# Bond-orbital cohesion of tetrahedral solids, and where it stops: silicon, tin and lead

## Premises

Energies are in eV and lengths in Å. Cohesion is positive for a bound solid. A tetrahedral crystal has four neighbours per atom at distance $d$, hence two bonds per atom.

1. Each atom carries one s and three p orbitals with the free-atom energies $\varepsilon_s$ and $\varepsilon_p$. They are treated as orthonormal, and spin-orbit coupling is omitted.
2. Neighbours couple through Harrison's universal matrix elements $V_{ll'\sigma}=\eta_{ll'\sigma}\hbar^2/md^2$, where $m$ is the free-electron mass and $\hbar^2/m=7.62$ eV Å$^2$. The assumed coefficients are $\eta_{ss\sigma}=-1.32$, $\eta_{sp\sigma}=1.42$ and $\eta_{pp\sigma}=2.22$.
3. Between two atoms only the two hybrids that point into the same bond are coupled.
4. The energy is the sum of occupied one-electron levels plus a repulsion $V_0=A/d^4$ per bond. The motivation is that the true overlap $S$ of two hybrids raises the mean of their levels by about $SV_2$, and $S$ is assumed to fall as $d^{-2}$, like the coupling $V_2$ defined below.
5. $A$ is fixed by requiring zero force at the input bond length, so $d$ is not predicted.

## Step 1: hybrids and promotion

The hybrid pointing along the unit vector $\hat n_i$ is $|h_i\rangle=\tfrac12(|s\rangle+\sqrt3|p_{\hat n_i}\rangle)$. Tetrahedral directions have $\hat n_i\cdot\hat n_j=-1/3$, so for two hybrids on one atom

$$\langle h_i|H|h_i\rangle=\frac{\varepsilon_s+3\varepsilon_p}{4}\equiv\varepsilon_h,\qquad \langle h_i|H|h_j\rangle=\frac{\varepsilon_s-\varepsilon_p}{4}\equiv -V_1 . \tag{1}$$

The free group-IV atom, $s^2p^2$, has energy $2\varepsilon_s+2\varepsilon_p$. One electron in each hybrid has $4\varepsilon_h=\varepsilon_s+3\varepsilon_p$. The difference is $\varepsilon_p-\varepsilon_s=4V_1$ per atom, so promotion costs $2V_1$ per bond.

## Step 2: the bond

With both p orbitals drawn along the direction from atom 1 to atom 2, the convention is $\langle s_1|H|p_2\rangle=V_{sp\sigma}$, $\langle p_1|H|s_2\rangle=-V_{sp\sigma}$ and $\langle p_1|H|p_2\rangle=V_{pp\sigma}$. The hybrid on atom 2 points back, which reverses the sign of $p_2$:

$$\langle h_1|H|h_2\rangle=\tfrac14\left(V_{ss\sigma}-2\sqrt3V_{sp\sigma}-3V_{pp\sigma}\right)\equiv -V_2,\qquad V_2=3.22\,\frac{\hbar^2}{md^2}=\frac{24.54\ \text{eV Å}^2}{d^2}. \tag{2}$$

The bond orbital $b=(h_1+h_2)/\sqrt2$ lies at $\varepsilon_h-V_2$ and the antibond $a=(h_1-h_2)/\sqrt2$ at $\varepsilon_h+V_2$. Two electrons in $b$ gain $2V_2$ per bond.

## Step 3: metallisation

The on-site element $-V_1$ couples adjacent bonds. Among bond orbitals it spreads the level into the valence band. This leaves the sum of levels unchanged, because a full band contributes the trace of its block. It also couples $b$ to the antibond $a'$ of an adjacent bond. Each has amplitude $1/\sqrt2$ on its hybrid at the shared atom, so $|\langle b|H|a'\rangle|=V_1/2$. A bond has three such neighbours at each end, and the energy denominator is $2V_2$. Second-order perturbation theory for two electrons gives

$$E_{\rm met}=-2\times6\times\frac{(V_1/2)^2}{2V_2}=-\frac{3V_1^2}{2V_2}. \tag{3}$$

## Step 4: repulsion and the result

Since $V_2\propto d^{-2}$, the repulsion is $V_0=\kappa V_2^2$ with constant $\kappa$. Relative to free atoms the energy per bond is

$$U=2V_1-2V_2-\frac{3V_1^2}{2V_2}+\kappa V_2^2 . \tag{4}$$

$V_1$ is atomic and independent of $d$, and $V_2$ is monotonic in $d$, so zero force means $\partial U/\partial V_2=0$, that is $-2+3V_1^2/2V_2^2+2\kappa V_2=0$. Multiplying by $V_2/2$ gives $V_0=V_2-3V_1^2/4V_2$. Then $U=2V_1-V_2-9V_1^2/4V_2$. With the metallicity $\alpha_m=2V_1/V_2$,

$$E_{\rm coh}\ (\text{per bond})=-U=V_2\left(1-\alpha_m+\frac{9}{16}\alpha_m^2\right). \tag{5}$$

The stationary point must be a minimum. At zero force $\partial^2U/\partial d^2=(2V_2/d)^2\,\partial^2U/\partial V_2^2$ and $\partial^2U/\partial V_2^2=2\kappa-3V_1^2/V_2^3$, so

$$\frac{\partial^2U}{\partial d^2}=\frac{8V_2}{d^2}\left(1-\frac{9}{16}\alpha_m^2\right). \tag{6}$$

Two features warn against extrapolation. The bracket in (5) has its minimum $5/9$ at $\alpha_m=8/9$ and then rises without limit, so (5) never predicts loss of binding. And (6) turns negative for $\alpha_m>4/3$.

## Step 5: polar bonds

In a compound such as GaAs the cation hybrid lies at $\bar\varepsilon_h+V_3$ and the anion hybrid at $\bar\varepsilon_h-V_3$. The matrix $\begin{pmatrix}V_3&-V_2\\-V_2&-V_3\end{pmatrix}$ has eigenvalues $\pm W$ with $W=\sqrt{V_2^2+V_3^2}$, so the bond level is $\bar\varepsilon_h-W$. With the polarity $\alpha_p=V_3/W$, the bond has weights $(1+\alpha_p)/2$ on the anion and $(1-\alpha_p)/2$ on the cation, and the antibond has them reversed. The squared bond-antibond coupling through an atom is therefore $V_1^2(1-\alpha_p^2)/4$, and the counting of Step 3 with denominator $2W$ gives $E_{\rm met}=-3(V_{1c}^2+V_{1a}^2)(1-\alpha_p^2)/4W$, which reduces to (3) for an element. For a III-V compound, moving the eight electrons of $s^2p^1$ and $s^2p^3$ to the mean level $\bar\varepsilon_h$ costs $(5V_{1c}+3V_{1a}+2V_3)/4$ per bond, as follows from $\varepsilon_p=\varepsilon_h+V_1$ and $\varepsilon_s=\varepsilon_h-3V_1$ on each atom.

## Step 6: exact solution of the same Hamiltonian

Premises 1 to 3 define the model of Weaire and Thorpe (1971), whose spectrum shows where (5) fails. Measure energies from $(\varepsilon_s+\varepsilon_p)/2$, so that the $s^2p^2$ atom has zero energy. Let $P$ project on all s orbitals and let $T$ exchange the two hybrids of every bond. Then

$$H=-2V_1(2P-1)-V_2T,\qquad T^2=1 .$$

Each hybrid has s amplitude $1/2$, so $PTP$ connects neighbouring s orbitals with element $1/4$, and its eigenvalues obey $-1\le\lambda\le1$. For an eigenvector $\phi$ write $T\phi=\lambda\phi+\mu\chi$, with $\chi$ pure p and $\mu=\sqrt{1-\lambda^2}$. Applying $T$ again gives $T\chi=\mu\phi-\lambda\chi$. The pair is closed under $H$, with diagonal elements $\mp(2V_1+V_2\lambda)$ and off-diagonal element $-V_2\mu$:

$$\varepsilon_\pm=\pm V_2\,g(\lambda),\qquad g=\sqrt{1+\alpha_m^2+2\alpha_m\lambda}. \tag{7}$$

The remaining two states per atom are pure p with $T=\pm1$, in equal numbers because $T$ is traceless overall and in each pair. They form flat bands at $2V_1-V_2$ and $2V_1+V_2$.

The smallest value of $V_2g$ is $|V_2-2V_1|$. Four electrons per atom fill $\varepsilon_-$ and the flat band at $2V_1-V_2$. For $\alpha_m<1$ the gap above them is $2V_2(1-\alpha_m)$. For $\alpha_m\ge1$ the flat band touches the bottom of $\varepsilon_+$ and the gap is zero. At the zone centre this is a level crossing. The antibonding s state at $\varepsilon_s+V_2$ drops below the threefold bonding p state at $\varepsilon_p-V_2$, becomes occupied, and leaves the p triplet two-thirds full.

The attraction per bond is $f=V_2-2V_1+V_2\langle g\rangle$, averaged over the spectrum of $\lambda$. Zero force gives $V_0=\tfrac12V_2\,\partial f/\partial V_2$, hence for any $\alpha_m$

$$\frac{E_{\rm coh}}{V_2}=\frac12-\alpha_m+\left\langle g-\frac{1+\alpha_m\lambda}{2g}\right\rangle . \tag{8}$$

On the diamond lattice $\lambda^2=(1+c_xc_y+c_yc_z+c_zc_x)/4$ with $c_x=\cos(k_xa/2)$ and cube edge $a$, and both signs of $\lambda$ occur. Odd moments vanish, and the zone averages are $\langle\lambda^2\rangle=1/4$, $\langle\lambda^4\rangle=7/64$ and $\langle\lambda^6\rangle=1/16$. Expanding the root and inserting them gives $\langle g\rangle=1+\tfrac38\alpha_m^2-\tfrac{3}{512}\alpha_m^4-\tfrac{15}{1024}\alpha_m^6+\dots$ for $\alpha_m<1$. The term $\tfrac38\alpha_m^2V_2=3V_1^2/2V_2$ confirms (3). A term of $f$ that varies as $V_2^{\,q}$ enters $E_{\rm coh}$ with the factor $1-q/2$, and here $q=1-n$ for the term in $\alpha_m^n$:

$$\frac{E_{\rm coh}}{V_2}=1-\alpha_m+\frac{9}{16}\alpha_m^2-\frac{15}{1024}\alpha_m^4-\frac{105}{2048}\alpha_m^6+\dots\qquad(\alpha_m<1). \tag{9}$$

For $\alpha_m>1$ this series diverges. The identity $g(\alpha_m)=\alpha_m\,g(1/\alpha_m)$ supplies the same coefficients in powers of $1/\alpha_m$, with $q=n$. The leading term $2V_1$ cancels the promotion energy, and the $n=2$ term cancels against the repulsion:

$$\frac{E_{\rm coh}}{V_2}=\frac12+\frac{3}{512\,\alpha_m^3}+\frac{15}{512\,\alpha_m^5}+\dots\qquad(\alpha_m>1). \tag{10}$$

Beyond the crossing the atom tends back to $s^2p^2$, and $V_1$ almost drops out of the cohesion.

## Step 7: why the gap selects fourfold coordination

Consider any structure with $z$ neighbours and couplings of scale $h\propto d^{-2}$. The hopping part of the variance of the density of states is proportional to $zh^2$, and so is the $d^{-4}$ repulsion per atom. Setting $V_1$ aside, $U=-u\sqrt z\,h+wzh^2$, whose minimum $-u^2/4w$ does not contain $z$. Coordination then matters only through $u$, which depends on the shape and filling of the band. At half filling of a symmetric band the gain per electron is $\langle|\varepsilon|\rangle\le\sqrt{\langle\varepsilon^2\rangle}$, with equality only for two sharp levels. That is the spectrum $\pm V_2$ of the tetrahedral network at $\alpha_m\to0$. The open structure wins because its four electrons per atom fill the lower of two separated groups of levels. For $\alpha_m>1$ the Fermi level lies in no gap, only two p electrons per atom remain for bonding, and this advantage is gone.

## Range of validity

- Equation (5) needs $\alpha_m<1$, and (9) gives its truncation error within the model. For $\alpha_m>1$ it must be replaced by (8), and for $\alpha_m>4/3$ it describes an energy maximum.
- The flat bands and the exact position of the boundary $\alpha_m=1$ follow from premise 3. Further hybrid couplings broaden these bands and shift the boundary.
- The $d^{-4}$ law is a local form near the input $d$, and curvatures such as (6) are more sensitive to it than the energy is.
- The free-atom reference omits Hund's-rule stabilisation, typically several tenths of an eV to about 1 eV per atom in group IV, and spin-orbit coupling. Two figures are the most that a cohesive energy supports.
- The model contains no close-packed phase, so it cannot rank fcc against diamond by energy.

## Illustration: Si, Sn and Pb

The levels are typical Hartree-Fock free-atom values, non-relativistic except in the last row, where the 6p entry is the average over spin-orbit partners. The bond lengths of Si and grey Sn are typical. Tetrahedral Pb is hypothetical, and its 3.0 Å is assumed. The length $d_c=\sqrt{24.54\ \text{eV Å}^2/2V_1}$ marks $\alpha_m=1$, so that $\alpha_m=(d/d_c)^2$.

| | $\varepsilon_s$ | $\varepsilon_p$ | $d$ | $V_1$ | $V_2$ | $\alpha_m$ | $d_c$ |
|---|---|---|---|---|---|---|---|
| Si | −14.79 | −7.59 | 2.35 | 1.80 | 4.44 | 0.81 | 2.61 |
| Sn | −13.04 | −6.76 | 2.81 | 1.57 | 3.11 | 1.01 | 2.80 |
| Pb, non-relativistic | −12.49 | −6.53 | 3.0 | 1.49 | 2.73 | 1.09 | 2.87 |
| Pb, relativistic | −15.41 | −6.48 | 3.0 | 2.23 | 2.73 | 1.64 | 2.34 |

**Silicon** lies inside the range. Per bond, promotion is $+3.60$, bond formation $-8.89$, metallisation $-1.09$ and repulsion $+3.90$ eV, which sum to $-2.48$ eV. The bracket in (5) is 0.56. The zone average in (8) gives 0.54, so the second-order formula is about 3 per cent high, and the model's cohesion is 2.4 eV per bond.

**Tin** sits at the boundary, since the longer bond has weakened $V_2$ while $V_1$ has changed little.

**Lead** with non-relativistic levels would lie just beyond tin. The relativistic lowering of the 6s level raises the promotion energy from 5.96 to 8.93 eV per atom and moves $d_c$ to 2.34 Å, about the bond length of silicon. No plausible Pb-Pb distance is that short, so the conclusion $\alpha_m>1$ does not rest on the assumed 3.0 Å. At that distance the antibonding s level lies $4V_1-2V_2=3.5$ eV below the bonding p level. The 6s pair is not promoted, and the gap that favours four neighbours is absent.

Equation (5) applied to Pb gives a bracket of 0.87 and 4.7 eV per atom, while the bracket in (6) is $-0.51$. Both are artefacts of a divergent expansion. Equation (8) gives 0.50, so the model's tetrahedral lead is bound by 2.7 eV per atom. The compiled cohesive energy of the stable solid at 0 K is 2.03 eV per atom (Kittel 2005), and it is an upper bound for any other phase. The model therefore overbinds by at least 0.7 eV per atom, about 35 per cent. Spin-orbit coupling is large enough to account for this. With a typical 6p splitting of 1.5 eV, the $6p_{1/2}$ level lies two-thirds of it, 1.0 eV, below the average, which lowers the free atom by up to 2.0 eV, and the solid recovers only part of that. The model's answer for lead is thus the criterion $\alpha_m=1.64>1$, and its energy is too coarse to decide between structures.